**Five trivalent ions, read from a 7f electron**

A 7f electron outside a core of charge +4 is bound by about 4.4 eV and orbits at about 17 bohr if the core acts as a point. The core itself is one to a few bohr across, and stripping an electron from the ground state of the trivalent ions treated here costs about 38 to 68 eV. The question is which candidate belongs to which of five rows of spherical, spin-unpolarised Dirac–PBE results.

Spherical all-electron Dirac–Kohn–Sham calculations with radks 1 (radial solver with Libxc): PBE functional, no spin polarisation, point nucleus, open shells shared between the two j in proportion to 2j+1. Each +3 ion has one 7f electron over the ground configuration that NIST lists for the +4 ion; excitation and binding energies are differences of total energies. Candidates: Cd3+, Re3+, Pm3+, Ce3+, Fe3+.

```
row  energy above the ground configuration (eV)  binding energy (eV)  quantum defect  outer eigenvalue (eV)  outer mean radius (bohr)  −ε / binding energy
  A                                      31.155               6.5396           1.230                -5.7835                    11.290                0.884
  B                                      34.446               6.5729           1.245                -5.8102                    11.213                0.884
  C                                      32.531               6.8021           1.343                -6.0024                    10.750                0.882
  D                                      48.815               5.2414          0.5554                -4.6580                    14.290                0.889
  E                                      48.290               4.7982          0.2643                -4.2869                    15.875                0.893
```

**What the columns measure.** In each row one electron of the +3 ion has been lifted into 7f, and it moves over the ground configuration of the +4 ion. Its binding energy $B$ is a difference of total energies, $\varepsilon$ is the outer eigenvalue and $\langle r\rangle$ the outer mean radius. The quantum defect $\delta$ is defined by the Rydberg formula, and the Coulomb radius for $l=3$ follows from the same effective quantum number $n^*$:

$$B=\frac{16\,\mathrm{Ry}}{n^{*2}},\qquad n^*=7-\delta,\qquad \langle r\rangle=\frac{3n^{*2}-12}{8}\ \text{bohr}.$$

With $\delta=0$ these give 4.4427 eV and 16.875 bohr, so $16\,\mathrm{Ry}=49\times4.4427=217.69$ eV. For row A, $n^{*2}=217.69/6.5396=33.29$, hence $n^*=5.770$ and $\delta=1.230$, which only repeats the definition. The radius is a real test with nothing fitted: $(3\times33.29-12)/8=10.98$ bohr against 11.290, or 2.7% low. In the other four rows it is 1.5 to 2.6% low. Binding energy, defect and radius therefore carry nearly the same information. The independent clue is the energy above the ground configuration: added to $B$ it gives the ionisation energy of the ground ion, so it reports on the d or f electron that was removed and says little about 7f.

**Two groups.** An f electron feels a centrifugal repulsion $6/r^2$ in hartree, which balances the attraction $4/r$ at 1.5 bohr. A core that lies inside this radius is hardly entered, and the defect stays small. In a heavier atom the nuclear charge is poorly screened within the core, and an inner well opens. In neutral atoms a barrier shuts this well off and 4f drops into it abruptly near the start of the lanthanides, the standard orbital collapse. A core charge of +4 largely removes that barrier, so 4f is drawn in gradually and earlier in $Z$, and by cerium it lies inside the core. The 7f function must be orthogonal to it and has three radial nodes in any case; one lobe moves into the core, the outer part resembles a 6f function, and $\delta$ rises by about one. This needs a well deep enough to bind 4f, whether or not 4f is occupied. Rows A, B and C, with defects above 1.2, are thus Ce, Pm and Re in some order, and rows D and E are Fe and Cd. This split is sure.

**D and E.** The energies above the ground configuration differ by only 0.525 eV, and the ionisation energies are 54.06 eV for D and 53.09 eV for E. Rough recalled values, about 55 eV for Fe3+ and, less reliably, about 51 eV for Cd3+, would make D iron. They may well mislead here, because no spin polarisation is allowed. Its stabilisation grows roughly as the square of the number of unpaired electrons, which falls from five to four when 3d5 is ionised and rises from one to two when 4d9 is. Restoring it would raise the iron value and lower the cadmium value, so a swapped order is plausible before the functional is blamed. The defect is the better witness: 0.5554 for D, 0.2643 for E. A krypton core with a 4d shell reaches further out than an argon core with a compact 3d shell, and it is much further along in the contraction of 4f. D is Cd3+ and E is Fe3+. The argument is qualitative, but the gap of 0.291 is large and I count the assignment as sure.

**A, B and C.** A and B are near twins, 0.015 apart in defect, while C lies 0.098 above B. Going from Ce to Pm adds three protons and three 4f electrons deep in the core, which screen the new charge almost fully as seen from outside, so the 7f orbit should barely change. The 4f electrons screen one another incompletely, so the ionisation energy climbs. That fits A (37.69 eV) as Ce3+ and B (41.02 eV) as Pm3+, and given the pair the order is sure. C is then Re3+ by exclusion. Its ionisation energy of 39.33 eV falls between the other two and cannot place it, since a 5d electron is removed instead of a 4f one. Sorting by that column alone would give A, C, B for Ce, Pm, Re, which requires three inner 4f electrons to move the defect by 0.113 and the seventeen protons from Ce to Re, with a new 5d shell, to move it by only 0.015. That is unlikely, though not excluded by five rows, so B and C are probable rather than sure. Rough recalled ionisation energies of 37, 41 and 39 eV for Ce, Pm and Re agree with the choice.

**The labels.** A is Ce3+, B is Pm3+, C is Re3+, D is Cd3+ and E is Fe3+. The configuration column gives the ground configuration that NIST lists for each ion, not the 7f state. The listed configurations need not be the lowest at this level of calculation, so the ionisation energies used above run between listed configurations and not necessarily between computed ground states.

The rows with their labels:

```
species   Z  electrons      configuration  energy above the ground configuration (eV)  binding energy (eV)  quantum defect  outer eigenvalue (eV)  outer mean radius (bohr)  −ε / binding energy
   Ca3+  20         17       [Ne] 3s2 3p5                                      63.596               4.8438          0.2961                -4.3264                    15.718                0.893
   Fe3+  26         23           [Ar] 3d5                                      48.290               4.7982          0.2643                -4.2869                    15.875                0.893
   Se3+  34         31  [Ar] 3d10 4s2 4p1                                      37.316               4.8753          0.3178                -4.3550                    15.623                0.893
   Mo3+  42         39           [Kr] 4d3                                      34.328               5.1706          0.5114                -4.6015                    14.576                0.890
   Cd3+  48         45           [Kr] 4d9                                      48.815               5.2414          0.5554                -4.6580                    14.290                0.889
   Ce3+  58         55           [Xe] 4f1                                      31.155               6.5396           1.230                -5.7835                    11.290                0.884
   Pr3+  59         56           [Xe] 4f2                                      32.384               6.5542           1.237                -5.7955                    11.257                0.884
   Nd3+  60         57           [Xe] 4f3                                      33.474               6.5651           1.242                -5.8042                    11.232                0.884
   Pm3+  61         58           [Xe] 4f4                                      34.446               6.5729           1.245                -5.8102                    11.213                0.884
   Re3+  75         72      [Xe] 4f14 5d4                                      32.531               6.8021           1.343                -6.0024                    10.750                0.882
```

The neighbours settle the doubtful cases. Mo3+, the other 4d ion, sits 0.044 below Cd3+. A straight line through Pr3+ and Nd3+ alone predicts the binding energies of Ce3+ and Pm3+ within 0.004 eV, against 0.033 eV between the two and 0.229 eV from Pm3+ to Re3+. The steps along Ce to Pm shrink from 0.0146 to 0.0078 eV; with terms unresolved, their size should not be taken for nature. Ce4+ has a bare [Xe] core, so the numbers show that an occupied 4f shell is not needed for the large defect. That the extra 0.1 of Re3+ comes from 7f penetrating its 5d shell is a guess.

**How sharp the step is.** A least-squares fit of $\delta=a+k$, with $k$ present only for $Z\ge58$, over all ten rows gives $a=0.389$, $k=0.870$ and an rms residual of 0.090; a straight line in $Z$ fitted the same way leaves 0.156. The step is better but crude, and the two constants shift with the weight of Mo and Cd, so they mean little separately. Cd3+ is its worst row, 0.166 above the fit; Mo3+ lies 0.122 above it and Fe3+ 0.125 below. The high 4d rows fit a gradual contraction: a charge of +4 pulls the 7f orbit against the core, so penetration grows well before the lanthanides. Ce3+ lies 0.966 above Fe3+, the lowest row, and 0.912 above Se3+. Between $Z=48$ and 58 the defect rises by 0.675, or 0.0675 per unit of $Z$, against about 0.007 per unit just before and just after, so the rise there is truly steep. No row falls inside that gap, which hides only the shape of the rise: it may be spread over the ten elements or confined to a few of them. If the contraction is gradual, an ion inside the gap should show an intermediate defect. An ion just beyond Pm should show a defect near 1.25, and a 4d ion between Mo and Cd one near 0.5.

**What the small defects are worth.** The values near 0.3 for Ca, Fe and Se are largely an artefact. To explain the 0.356 eV by which Fe3+ exceeds the hydrogenic binding through core polarisation, $\Delta B=\tfrac12\alpha\langle r^{-4}\rangle$ with the hydrogenic $\langle r^{-4}\rangle=0.00218$ bohr$^{-4}$, takes a polarisability $\alpha$ of 12 bohr$^3$, where such a core has a few at most (rough, recalled). Spherical densities leave out this dipole response altogether, so it cannot be the source here in any case. Penetration can supply only a little: in the ground configuration of Ca3+ the 3p mean radius is 1.2 bohr and the low-density edge of the ion lies near 2.8 bohr, and a 7f orbit with a mean radius near 16 bohr has very little density that far in. By a rough estimate, not computed in these runs, this is worth a few hundredths in the defect. Most of the excess is the outer electron interacting with itself, which the functional fails to cancel. By Janak's theorem $B$ is minus the average of $\varepsilon$ as the orbital fills, and over a nearly rigid core an exact functional would give $-\varepsilon\approx B$. Here $-\varepsilon$ is 0.882 to 0.893 of $B$ and is no ionisation energy. A self-energy of a charge cloud scales as its inverse size, and $(B+\varepsilon)\langle r\rangle$ indeed stays between 0.298 and 0.316 hartree bohr while $B+\varepsilon$ spans 44% of its mean; the product is highest in the rows that penetrate most. This is a weak test, since $B\langle r\rangle$ itself only runs from 73.1 to 76.2 eV bohr, and it concerns the gap between $B$ and $-\varepsilon$, not the excess of $B$. A defect computed from $\varepsilon$ is $-0.126$ for Fe3+, a sign that no attractive core can produce.

The identification leaned on differences, and these survive: from the eigenvalues, Cd3+ lies 0.290 above Fe3+ and Ce3+ 0.701 above Cd3+. The dip of Fe3+ by 0.032 below Ca3+ appears in both measures and is well above the rounding; a possible cause, not tested on these rows, is that the Fe4+ core is more compact than the Ca4+ core and is penetrated less, though a dip of this size would take up much of the small share that penetration has.
